# The Aufbau rule and fractional occupation at the Fermi level

A density-functional code must decide in every self-consistency cycle which Kohn–Sham levels hold electrons. The usual rule fills them from the bottom. This rule follows from energy minimisation, and the same argument shows when a level may be partly filled. The question arises for metallic contacts, for open-shell defects in silicon and for the free atoms used as energy references. The nickel atom, with its competing 3d and 4s shells, is the worked case below.

## 1. Premises and conventions

Energies are in eV and lengths in Å, so $\hbar^2/2m_e = 3.81$ eV Å$^2$ and $e^2/4\pi\varepsilon_0 = 14.40$ eV Å. An orbital always means a spin orbital, which holds at most one electron. Spin is collinear, $\sigma = \uparrow,\downarrow$.

**P1.** The nuclei are fixed and produce a potential $v(\mathbf r)$. The electron number $N$ is an integer, and the temperature is zero until Section 7.

**P2.** Orbitals are expanded in a finite orthonormal basis of $M > N$ spin orbitals, so every operator is an $M\times M$ matrix.

**P3.** The non-interacting reference system of Kohn and Sham (1965) may be a statistical mixture (ensemble) of $N$-electron Slater determinants. It is described by its one-particle density matrix $\gamma$, with $n_\sigma(\mathbf r) = \gamma(\mathbf r\sigma,\mathbf r\sigma)$. The energy is

$$E[\gamma] = \mathrm{Tr}[(\hat t + v)\gamma] + E_{Hxc}[n_\uparrow,n_\downarrow], \qquad \hat t = -\frac{\hbar^2}{2m_e}\nabla^2, \tag{1}$$

where the Hartree and exchange-correlation energy $E_{Hxc}$ is evaluated on the ensemble density.

**P4.** $E_{Hxc}$ is differentiable, with $v_{Hxc,\sigma}(\mathbf r) = \delta E_{Hxc}/\delta n_\sigma(\mathbf r)$. This defines the Kohn–Sham operator $\hat h[\gamma] = \hat t + v + v_{Hxc,\sigma}$, with eigenvalues $\varepsilon_1 \le \varepsilon_2 \le \dots \le \varepsilon_M$ and eigenvectors $|k\rangle$.

## 2. The allowed density matrices

The ensembles of P3 produce exactly the set

$$K = \{\gamma = \gamma^\dagger,\quad 0 \le \gamma \le 1,\quad \mathrm{Tr}\,\gamma = N\},$$

that is, $\gamma = \sum_i f_i|\phi_i\rangle\langle\phi_i|$ with orthonormal $\phi_i$, $0\le f_i\le 1$ and $\sum_i f_i = N$. This is the ensemble representability condition of Coleman (1963). The proof has two directions.

A determinant has for $\gamma$ the projector on its $N$ occupied orbitals, so $0 \le \langle\psi|\gamma|\psi\rangle \le 1$ for every normalised $\psi$. A weighted average of such projectors keeps these bounds and the trace, so every ensemble lies in $K$.

Conversely, fix the $\phi_i$. The allowed vectors $(f_1,\dots,f_M)$ form a bounded convex polytope, and every point of such a polytope is a weighted average of its corners. A point with two fractional entries is no corner, because it is the midpoint of two allowed points in which a small amount is moved from one entry to the other, once in each direction. A single fractional entry is impossible because $N$ is an integer. The corners therefore have all $f_i$ equal to 0 or 1, and they are determinants. For example, $f = (0.9, 0.8, 0.3)$ with $N = 2$ is the mixture of $(1,1,0)$, $(1,0,1)$ and $(0,1,1)$ with weights 0.7, 0.2 and 0.1.

$K$ is convex: if $\gamma$ and $\gamma'$ are allowed, so is every point on the straight line between them. It is also closed and bounded, so the continuous function $E$ has a minimum on it.

## 3. First-order condition

Let $\gamma$ be a minimiser, global or local, and let $\gamma'$ be any member of $K$. The path $\gamma_t = \gamma + t(\gamma' - \gamma)$ stays in $K$ for $0\le t\le 1$, and $E[\gamma_t] \ge E[\gamma]$ for small $t$. The slope at $t = 0^+$ therefore cannot be negative. The first term of (1) is linear in $\gamma$, and the chain rule handles the second:

$$\frac{dE}{dt}\bigg|_{0^+} = \mathrm{Tr}[(\hat t+v)(\gamma'-\gamma)] + \sum_\sigma\int v_{Hxc,\sigma}\,(n'_\sigma - n_\sigma)\,d^3r .$$

The integral equals $\mathrm{Tr}[v_{Hxc}(\gamma'-\gamma)]$, because a local potential samples only the diagonal of the density matrix. Hence

$$\mathrm{Tr}\big[\hat h[\gamma]\,\gamma'\big] \ge \mathrm{Tr}\big[\hat h[\gamma]\,\gamma\big] \quad\text{for all } \gamma'\in K. \tag{2}$$

With $\hat h$ frozen at its value for $\gamma$, the matrix $\gamma$ itself minimises the linear function $\mathrm{Tr}[\hat h\gamma']$. The condition is an inequality because the minimum usually lies on the boundary of $K$, where some $f_i$ are 0 or 1 and can move in one direction only.

## 4. The linear problem and the rule

Set $\mu = \varepsilon_N$. Sort the eigenvectors of $\hat h$ into three groups, with projectors $P_<$, $P_0$ and $P_>$ for $\varepsilon_k<\mu$, $\varepsilon_k=\mu$ and $\varepsilon_k>\mu$. Let $N_<$ and $g$ be the dimensions of the first two groups. By the choice of $\mu$, $N_< < N \le N_< + g$.

**Step 1, a lower bound.** Write $\gamma'_{kk} = \langle k|\gamma'|k\rangle$, which lies between 0 and 1. Since $\sum_k\gamma'_{kk} = N$,

$$\mathrm{Tr}[\hat h\gamma'] - \mu N = \sum_k(\varepsilon_k-\mu)\,\gamma'_{kk} \ \ge \sum_{\varepsilon_k<\mu}(\varepsilon_k-\mu). \tag{3}$$

A term with $\varepsilon_k<\mu$ is smallest at $\gamma'_{kk}=1$, a term with $\varepsilon_k>\mu$ is smallest at $\gamma'_{kk}=0$, and a term with $\varepsilon_k=\mu$ vanishes whatever its occupation.

**Step 2, the bound is reached.** The matrix $P_< + \frac{N-N_<}{g}P_0$ lies in $K$ and turns (3) into an equality. By (2), $\gamma$ does at least as well, so it also reaches the bound. Each term is separately bounded below, so each must take its smallest value: $\gamma_{kk}=1$ below $\mu$ and $\gamma_{kk}=0$ above.

**Step 3, off-diagonal elements.** For a Hermitian matrix $A\ge0$, $\langle k|A|k\rangle = \|A^{1/2}|k\rangle\|^2$, so a vanishing diagonal element forces $A|k\rangle=0$. With $A = 1-\gamma$ this gives $\gamma|k\rangle = |k\rangle$ below $\mu$, and with $A=\gamma$ it gives $\gamma|k\rangle=0$ above $\mu$. Being Hermitian, $\gamma$ then maps the remaining space, the range of $P_0$, into itself:

$$\gamma = P_< + \delta,\qquad \delta = P_0\,\delta P_0,\quad 0\le\delta\le 1,\quad \mathrm{Tr}\,\delta = N-N_<. \tag{4}$$

**Step 4, common eigenvectors.** On the range of $P_0$ the operator $\hat h$ equals $\mu$ times the identity, so the eigenvectors of $\delta$ are eigenvectors of $\hat h$ too. Then $[\hat h,\gamma]=0$, and in the common basis

$$\hat h\phi_i = \varepsilon_i\phi_i,\qquad f_i = 1\ \ (\varepsilon_i<\mu),\qquad f_i=0\ \ (\varepsilon_i>\mu),\qquad 0\le f_i\le1\ \ (\varepsilon_i=\mu). \tag{5}$$

One argument has delivered the Kohn–Sham equations and the Aufbau rule. A fractional $f_i$ is possible only at $\varepsilon_i=\mu$, although a level at $\mu$ may also be full or empty. If $N = N_<+g$, all occupations are integers, and any $\mu$ from $\varepsilon_N$ to $\varepsilon_{N+1}$ satisfies (5), as in an insulator. If some $f_i$ is fractional, at least two are, and $\mu$ is unique. The linear problem leaves $\delta$ open. Self-consistency restricts it, since $\delta$ must produce a density whose potential keeps the partly filled levels degenerate.

## 5. A hole below an occupied level

Self-consistent solutions of $\hat h\phi_i=\varepsilon_i\phi_i$ can be found for other prescribed occupations too. Suppose one has $f_a<1$, $f_b>0$ and $\varepsilon_a<\varepsilon_b$ strictly. The path

$$\gamma_t = \gamma + t\,\big(|\phi_a\rangle\langle\phi_a| - |\phi_b\rangle\langle\phi_b|\big),\qquad 0\le t\le\min(1-f_a,\,f_b),$$

lies in $K$, and the slope formula of Section 3 gives

$$\frac{dE}{dt}\bigg|_{0^+} = \varepsilon_a-\varepsilon_b<0 .$$

An integer-occupied solution with a hole below an occupied level is thus neither the ensemble minimum nor a local minimum on $K$. It may still be the lowest single determinant, because this path leaves the set of determinants at once.

The slope keeps its form when the orbitals relax. Follow a smooth family of self-consistent solutions as the occupations change. Orthonormal orbitals change by an infinitesimal rotation with an anti-Hermitian generator $A$, so $d\gamma = \sum_i df_i|\phi_i\rangle\langle\phi_i| + [A,\gamma]$ and

$$dE = \mathrm{Tr}[\hat h\,d\gamma] = \sum_i\varepsilon_i\,df_i + \mathrm{Tr}\big(A[\gamma,\hat h]\big) = \sum_i\varepsilon_i\,df_i . \tag{6}$$

The cyclic property of the trace was used, and $[\gamma,\hat h]=0$ at self-consistency. This is Janak's theorem (1978), $\partial E/\partial f_i=\varepsilon_i$.

## 6. Why levels get pinned

Move $x$ electrons from level $b$ to level $a$ and define $\Delta(x) = \varepsilon_a-\varepsilon_b$. By (6), $dE/dx=\Delta$. If $\Delta<0$ when $a$ is empty and $\Delta>0$ when $a$ is full, both integer fillings have a hole below an occupied level. A continuous $\Delta$ then crosses zero in between, and along this path $E$ has its minimum at such a crossing. The degeneracy at $\mu$ is not accidental: the occupation adjusts until the levels meet.

The curvature $\kappa=d\Delta/dx$ decides whether this happens. With frozen orbitals and $\rho=|\phi_a|^2-|\phi_b|^2$, the Hartree energy contributes

$$\kappa_H = \frac{e^2}{4\pi\varepsilon_0}\iint\frac{\rho(\mathbf r)\rho(\mathbf r')}{|\mathbf r-\mathbf r'|}\,d^3r\,d^3r' \ \ge 0,$$

because the Coulomb kernel has the positive Fourier transform $4\pi/k^2$. It is large when the orbitals differ much in shape, as a compact 3d and a diffuse 4s do. Local exchange, proportional to $-\int n_\sigma^{4/3}d^3r$, is concave and lowers $\kappa$. Orbital relaxation, a further minimisation, lowers it at a stationary point as well.

Hartree–Fock shows the opposite behaviour. Its interaction energy is $\frac12\sum_{ij}f_if_j(J_{ij}-K_{ij})$, with Coulomb and exchange integrals obeying $J_{ii}=K_{ii}$. Only the cross term $(f_a+x)(f_b-x)(J_{ab}-K_{ab})$ is quadratic in $x$, so $\kappa=-2(J_{ab}-K_{ab})$. For real orbitals of equal spin, $J_{ab}-K_{ab}$ is the Coulomb integral of $\frac12[\phi_a(\mathbf r)\phi_b(\mathbf r')-\phi_b(\mathbf r)\phi_a(\mathbf r')]^2$ and is positive. For opposite spins $K_{ab}=0$. Two fractional levels can therefore always lower the energy, and a Hartree–Fock minimum on $K$ is a determinant. Whether fractional occupation appears depends on the functional.

## 7. Finite temperature

In Mermin's extension (1965) one minimises $E-TS$ with $S=-k_B\sum_i[f_i\ln f_i+(1-f_i)\ln(1-f_i)]$. The slope of $S$ diverges at $f=0$ and $f=1$ and points inward, so the minimum is interior. With a multiplier $\mu$ for $\sum_i f_i=N$, equation (6) gives

$$\varepsilon_i-\mu = k_BT\ln\frac{1-f_i}{f_i}, \tag{7}$$

which is the Fermi–Dirac law $f_i = 1/[e^{(\varepsilon_i-\mu)/k_BT}+1]$. As $T\to0$ a level at a fixed distance from $\mu$ becomes full or empty, and a level with fixed fractional $f_i$ approaches $\mu$ linearly in $T$. This recovers (5).

## 8. Range of validity

- **Necessary, not sufficient.** If $E$ is convex on $K$, then $E[\gamma']\ge E[\gamma]+\mathrm{Tr}[\hat h(\gamma'-\gamma)]\ge E[\gamma]$, and (5) guarantees the global minimum. This holds for kinetic, external and Hartree terms alone. With a concave exchange term a solution of (5) can be a local minimum or a saddle point.
- **Differentiability.** Local and gradient-corrected functionals meet P4 where the density is positive. Hybrids are differentiable in $\gamma$, and the proof carries over with a non-local $\hat h$. For the exact functional P4 is an assumption. Schemes that give each orbital its own potential have no common $\hat h$ and fall outside the proof.
- **Constraints.** Fixing $N_\uparrow$ and $N_\downarrow$ separately yields one rule and one $\mu_\sigma$ per spin. Fixing shell populations, as for excited or pseudopotential reference configurations, removes the path of Section 5 by hand.
- **Basis limit.** For an atom or molecule in a complete basis, $\hat h$ must bind enough levels to hold $N$ electrons. Otherwise charge escapes and no minimiser exists.
- **Meaning.** The $f_i$ describe the non-interacting reference system. They are not the natural occupations of the interacting electrons.

Symmetry can also supply the degeneracy. In the undistorted neutral vacancy in silicon, four dangling bonds form an $a_1$ level and a threefold $t_2$ level. Four electrons fill $a_1$ and leave two for the six $t_2$ spin orbitals, so a symmetric spin-unpolarised solution has $f=2/6=1/3$ at $\mu$. A distortion of the neighbours splits $t_2$ and permits integer filling.

## 9. Illustration: 3d and 4s in the Ni atom

Nickel has ten electrons outside a filled core from 1s to 3p. Take a spherical atom in the configuration $3d^{8+x}4s^{2-x}$, $0\le x\le2$, first without spin polarisation and with 4p empty above $\mu$. Then $f_d=(8+x)/10$ and $f_s=(2-x)/2$. Charge added evenly to the ten degenerate d orbitals costs $\varepsilon_d$ per electron by (6), so $dE/dx=\Delta=\varepsilon_d-\varepsilon_s$.

**Inputs.** The levels at $x=0$ are approximate values typical of a non-relativistic, spin-unpolarised local-density calculation. Those at $x=1$ and $x=2$ are illustrative values of plausible size. All results are the model's.

| configuration | $x$ | $\varepsilon_d$ (eV) | $\varepsilon_s$ (eV) | $\Delta$ (eV) | $f_d$ | $f_s$ | $E$ (eV) |
|---|---|---|---|---|---|---|---|
| $d^8s^2$ | 0 | $-9.5$ | $-5.7$ | $-3.8$ | 0.8 | 1 | 0 |
| $d^9s^1$ | 1 | $-4.9$ | $-4.5$ | $-0.4$ | 0.9 | 0.5 | $-2.02$ |
| pinned | 1.14 | $-4.36$ | $-4.36$ | 0 | 0.91 | 0.43 | $-2.04$ |
| $d^{10}$ | 2 | $-1.7$ | $-3.7$ | 2.0 | 1 | 0 | $-1.13$ |

Second decimals serve only to make small differences inside the model visible. Parabolas through the three input points are, in eV,

$$\varepsilon_d=-9.5+5.3x-0.7x^2,\qquad \varepsilon_s=-5.7+1.4x-0.2x^2,\qquad \Delta=-3.8+3.9x-0.5x^2 .$$

Integration from $x=0$ gives $E=-3.8x+1.95x^2-x^3/6$.

**Integer shell counts.** None obeys (5). In $d^8s^2$ the d holes lie 3.8 eV below the full 4s. In $d^9s^1$ two partly filled shells are 0.4 eV apart. The closed shell $d^{10}$ is a single determinant with the empty 4s 2.0 eV below the full 3d, the case of Section 5. A loop that refills all levels from the bottom without damping jumps from $d^8s^2$ to $d^{10}$ and back for ever.

**Pinned solution.** $\Delta=0$ gives $x^*=3.9-\sqrt{7.61}=1.14$, or $3d^{9.14}4s^{0.86}$, with $\mu=-4.36$ eV and $\kappa=3.9-x^*=2.76$ eV $>0$. The energy change from $d^9s^1$ is $-0.028$ eV. The estimate $-\Delta^2/2\kappa$ with $\Delta=-0.4$ eV and $\kappa(1)=2.9$ eV gives the same $-0.028$ eV. A uniform shift of $\Delta$ by 0.1 eV moves $x^*$ by 0.04, and straight-line interpolation between $x=1$ and 2 gives 1.17. The inputs thus support a d count of about 9.1 to 9.2.

**Smearing.** Subtracting (7) for the two shells gives

$$\Delta(x)=k_BT\ln\frac{(2-x)^2}{x\,(8+x)} .$$

At 300 K the root is $x=1.12$ with $\Delta=-0.066$ eV. At $k_BT=0.1$ eV, or 1160 K, it is $x=1.06$ with $\Delta=-0.24$ eV. A smeared run shows fractional levels that are close but unequal.

**Spin polarisation, a larger effect.** At $x^*$ the operator $\hat h$ is spherical and independent of spin, so (5) holds for all twelve valence spin orbitals. The point is nevertheless a saddle. Add $E_{spin}=-(I_dm_d^2+I_sm_s^2)/4$, with shell moments $m=n_\uparrow-n_\downarrow$, approximate exchange parameters $I_d=I_s=1.0$ eV and d–s exchange left out. Charge moved from down to up spin within a shell costs nothing in first order and gains energy in second order. The largest moments at $x^*$, $m_d=m_s=0.86$, give $-0.37$ eV, more than ten times the pinning gain.

Differentiation of $E_{spin}$ shifts up-spin levels by $-Im/2$ and down-spin levels by $+Im/2$. At $d^9s^1$ with $m_d=m_s=1$,

$$\varepsilon_{d\uparrow}=-5.4,\quad \varepsilon_{s\uparrow}=-5.0,\quad \varepsilon_{d\downarrow}=-4.4,\quad \varepsilon_{s\downarrow}=-4.0\ \text{eV}.$$

Now (5) is met with $\mu=-4.4$ eV: $d\uparrow$ and $s\uparrow$ are full, $s\downarrow$ is empty, and the five $d\downarrow$ orbitals at $\mu$ hold $f=4/5$. Along the fully polarised path $m_d=2-x$, with $m_s=x$ for $x\le1$ and $m_s=2-x$ for $x\ge1$. The slope is $-2.8+2.9x-0.5x^2$ on the first part, negative throughout, and $-1.8+2.9x-0.5x^2$ on the second, positive throughout. At $x=1$ it jumps from $\varepsilon_{d\downarrow}-\varepsilon_{s\downarrow}=-0.4$ eV to $\varepsilon_{d\downarrow}-\varepsilon_{s\uparrow}=0.6$ eV, so the minimum sits at the kink. The energies are $-2.52$ eV for $d^9s^1$, $-2.41$ eV at $x^*$ and $-1.0$ eV for $d^8s^2$. Parallel d–s exchange would lower both up-spin levels and raise both down-spin levels, which keeps this order.

**Other neglected terms.** Scalar relativity lowers 4s relative to 3d by roughly 0.3 eV, a typical size. Added to $\Delta$, it moves the unpolarised $x^*$ to 1.03 and cuts the margin between $d\downarrow$ and $s\downarrow$ to 0.1 eV, the resolution of the inputs. Spin–orbit coupling, of order 0.1 eV, and non-spherical densities, of order a few tenths of an eV, act on the same scale. The model therefore cannot settle whether a given functional pins 3d to 4s in Ni. It does show the criterion and the energy scales involved.

The polarised model places $d^9s^1$ 1.5 eV below $d^8s^2$, or 1.2 eV with the relativistic shift, and has $-\mu=4.4$ eV. As typical knowledge, the lowest terms of the two configurations lie within about 0.1 eV of each other and the ionisation energy, which $-\mu$ would equal for the exact functional, is about 7.6 eV, so the model overfavours the d shell by more than 1 eV and places its highest level about 3.2 eV too high.